**Q:** This ester carries a CF₂ group on its single-bonded oxygen, and a CH₂GeH₃ chain on the CF₂. Which way does it fold, and how strong is the preference?

Conformers of CH₃C(=O)OCF₂CH₂GeH₃ without solvent, from PySCF 2.14.0 and tblite 0.8.0: PBE0-D3(BJ)/def2-SVP energies at GFN2-xTB geometries. The torsions are O3-C2-O4-C5, C2-O4-C5-F6 and F6-C5-C8-Ge9. Free energies and weights at 298.15 K combine the DFT energies with GFN2-xTB quasi-harmonic terms and count both forms of a mirror pair.

| number | torsions in degrees | mirror pair | GFN2-xTB energy above its lowest (kcal/mol) | DFT energy above the lowest (kcal/mol) | free energy above the lowest (kcal/mol) | weight (%) | dipole (D) |
| --- | --- | --- | --- | --- | --- | --- | --- |
| 1 | (4,180,72) | yes | 2.930 | 0.000 | 0.000 | 44.20 | 1.890 |
| 2 | (-4,-176,59) | yes | 3.390 | 0.490 | 0.010 | 43.50 | 2.290 |
| 3 | (2,60,73) | yes | 2.030 | 1.410 | 1.280 | 5.10 | 3.270 |
| 4 | (-4,-175,155) | yes | 0.000 | 0.870 | 1.340 | 4.60 | 2.730 |
| 5 | (0,58,-59) | no | 3.220 | 1.960 | 1.660 | 2.70 | 3.540 |

**A:** The preference is worth about 1 kcal/mol, roughly twice the thermal energy at room temperature. What matters is which group on the CF₂ carbon points away from the acyl carbon, the one that carries the C=O. In rows 1, 2 and 4 it is a fluorine, and these rows average 0.45 kcal/mol in DFT energy. In rows 3 and 5 it is the germanium chain, and the average is 1.7 kcal/mol. The fluorine-anti family holds 92% of the molecules, against 67% if all staggered forms were equally likely.

**Q:** Row 3 lists a torsion of 60° to one fluorine. How do you know that the chain, and not the other fluorine, is the group pointing away?

**A:** By counting. Two bonds with three staggered positions each give nine forms: four mirror pairs and one form that is its own mirror image. The table also has four pairs and one such form. If rows 1, 2 and 4 are the three different fluorine-anti forms, the only place left for row 3 is beside row 5. And they are: in each of them the listed fluorine points away, and their energies all differ, so none is a mirror image of another. This assumes that each staggered form has just one minimum. One caution: the search began with eight force-field forms, and in GFN2-xTB they relaxed to only these five minima. The makers of the data warn, from tests on other systems, that a real rotamer can be lost in this step, so a form outside these nine may be missing.

**Q:** I learned that an oxygen lone pair likes to donate into C–F bonds. Shouldn't that favour rows 3 and 5?

**A:** It should. The lone pair that stands upright on the ester plane overlaps well with C–F bonds that stick out of this plane. Rows 3 and 5 have two such bonds, the others only one. Yet rows 3 and 5 are the highest in DFT energy, so counting these contacts predicts the wrong family.

**Q:** What outweighs it?

**A:** Most likely the repulsion of two dipoles. In all five rows the C=O bond lies on the same side as the CF₂ carbon. When the chain points away, both fluorines flank the carbonyl oxygen, and the CF₂ and C=O dipoles lie side by side and parallel. That costs energy and also makes the whole molecule more polar. Turning one fluorine away relieves both.

The table fits this picture: both rows with the chain pointing away have larger dipoles and higher DFT energies than the other three. The dipole even rises at every step from the lowest to the highest energy, but the order inside each family needs another cause. There the CF₂ and C=O dipoles keep nearly the same angle, and mainly the germanium end turns. The match between the families supports the explanation but is no proof of it.

**Q:** Is the effect large enough?

**A:** Here is a rough estimate. Treat the molecule as just two dipoles of fixed size, CF₂ and C=O, and ignore the rest. The square of the total dipole then contains twice the product of these two parts, so half the change in the square is the change in that product. Between rows 1 and 5 this is

$$\frac{3.54^2-1.89^2}{2}\approx 4.5\ \mathrm{D^2}.$$

The C=O bond stands roughly at right angles to the line between the two groups, so the energy is this product divided by the cube of their distance. One D²/Å³ equals about 14.4 kcal/mol, and with an assumed distance of 3 Å this gives

$$\frac{4.5}{3^3}\times 14.4\approx 2.4\ \mathrm{kcal/mol}.$$

The DFT difference is 1.96 kcal/mol. At 2.5 Å, which is closer to the real spacing, the estimate would be 4.1. Point dipoles are crude at such short range, and the germanium end may also change the total dipole. So only the order of magnitude counts: the repulsion can be big enough to decide the fold.

**Q:** Why does GFN2-xTB, the cheaper method, put row 4 lowest?

**A:** Row 4 is folded back on itself. The germanium and the acyl carbon both point away from the same fluorine, which brings them to the same side of the molecule. An attraction between germanium and the carbonyl oxygen may be what GFN2-xTB rewards there; that is a guess.

Going to DFT raises row 4 by 3.8 kcal/mol relative to row 1, more than the whole spread of the DFT energies. Rows 3 and 5 also rise against row 1, by about 2 kcal/mol, so such a contact cannot be the whole disagreement. GFN2-xTB also has a fluorine-anti form at the bottom, but only row 4; it places row 3 below rows 1 and 2. That all three fluorine-anti forms lie below rows 3 and 5 is therefore a DFT result, obtained on GFN2-xTB geometries.

**Q:** Row 2 lies half a kcal/mol above row 1. Why are they equally populated?

**A:** Vibrations and entropy cancel the gap. From DFT energies and mirror images alone, row 2 would hold 25%; with the thermal terms it reaches 43.5%. The same terms cut row 4 from 13% to 4.6%, as they would for a fold that is held more stiffly. That leaves it slightly behind row 3, so the two families are cleanly separated in DFT energy but not in free energy. The thermal terms come from GFN2-xTB, and in tests on other systems the makers of the data found noise of some hundredths of a kcal/mol in relative energies. Rows 1 and 2 differ by only 0.01 in free energy and rows 3 and 4 by 0.06, so I would treat each of these pairs as a tie and not rank them. The printed output after this text lists the thermal shifts row by row.

**Q:** What should I take from this for other molecules?

**A:** Besides counting favourable orbital contacts, draw the local dipoles and look for a fold that keeps them from lying side by side and parallel. These weights hold for isolated molecules; a polar solvent should shift them somewhat towards the more polar rows 3 and 5, though this was not computed. The open question is row 4: would it stay above row 1 if its geometry were relaxed with DFT in a larger basis set?

Printed output of the fit:

```
rank correlation of DFT energy with dipole: 1
rank correlation of GFN2-xTB energy with dipole: -0.1
mean DFT energy, fluorine anti (rows 1, 2, 4), kcal/mol: 0.4533
mean DFT energy, chain anti (rows 3, 5), kcal/mol: 1.685
gap between the families, lowest chain-anti less highest fluorine-anti, kcal/mol: 0.54
total weight of the fluorine-anti family, %: 92.3
share of the fluorine-anti family if all nine wells were equal, %: 66.67
side-by-side dipole estimate, row 5 less row 1, at 3 angstrom, kcal/mol: 2.388
the same at 2.5 angstrom, kcal/mol: 4.127
DFT energy, row 5 less row 1, kcal/mol: 1.96
cost of lacking a mirror image at 298 K, kcal/mol: 0.4107
Methods and thermal terms:
  row  DFT less GFN2-xTB relative to row 4 (kcal/mol)  thermal terms relative to row 1 without mirror factor (kcal/mol)  weight from DFT energy and mirror images alone (%)
    1                                            -3.8                                                                 0                                               56.23
    2                                           -3.77                                                             -0.48                                               24.59
    3                                           -1.49                                                             -0.13                                               5.205
    4                                               0                                                              0.47                                               12.95
    5                                           -2.13                                                           -0.7107                                               1.029
```
